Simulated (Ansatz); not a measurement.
A series in volume scale on TiO2

Results calculated with Ansatz 0.2.0, not measured. Free energy against uniform scaling of the volume at fixed shape and fractions; periodic cell, basis, potentials, k mesh and filling as listed.

The cell before it is scaled or strained (space group P4_2/mnm, No. 136):
```
TiO2
1.0
      4.6075     0.0000     0.0000
      0.0000     4.6075     0.0000
      0.0000     0.0000     2.9672
Ti O
2 4
Direct
  0.00000 0.00000 0.00000
  0.50000 0.50000 0.50000
  0.30496 0.30496 0.00000
  0.19504 0.80496 0.50000
  0.69504 0.69504 0.00000
  0.80496 0.19504 0.50000
```

Settings of every row: functional PBE; dispersion none; potentials PAW; wave cutoff 550 eV; density cutoff 2200 eV; k mesh 4x4x6; k shift 0x0x0; occupations fixed; smearing width 0 eV; spin none.

```csv
row,volume scale,V (Å³/atom),pressure (GPa),energy above lowest point (meV/atom)
1,0.9406,9.875,19.7,42.4
2,0.9703,10.187,10.67,13
3,1,10.498,?,?
4,1.0297,10.81,-3.67,0.9
5,1.0594,11.122,-9.33,13.7
```

Question: what pressure should row 3 give?

Worked fit of pressure. Take u = (V_r/V)^(2/3) − 1 with V_r = 10.498 Å³ an atom, which is twice the finite (Eulerian) strain; such expansions in the strain, on which the Birch-Murnaghan equation of state is built, carry the rest volume and the bulk modulus. The shown rows have u = 0.04163, 0.02025, -0.01934, -0.03776. Least squares give pressure = 2.955 + 361.8 × u + 968.9 × u² GPa; a straight line predicts inner rows, each left out in turn, worse (root mean square 0.88 against 0.023 GPa). The rows lie off it by 0.00, -0.01, 0.01, 0.00. The pressure vanishes at u = -0.0084, or V = 10.63 Å³ an atom, and there the bulk modulus at fixed shape and fractions is B = −V dP/dV = (2/3)(1 + u) dP/du = 228 GPa. Letting shape and atoms relax would as a rule lower it, by much in layered, chain or molecular crystals. The withheld row has u = 0, so the fit gives 2.955 + 361.8 × (0) + 968.9 × (0)² = 2.96 GPa.

The calculation gave 2.94 GPa. The fit lies 0.02 GPa (0.069 % of the column's range) above it; its largest miss of a shown row is 0.01 GPa.

The other values of row 3: energy above lowest point 0 meV/atom.
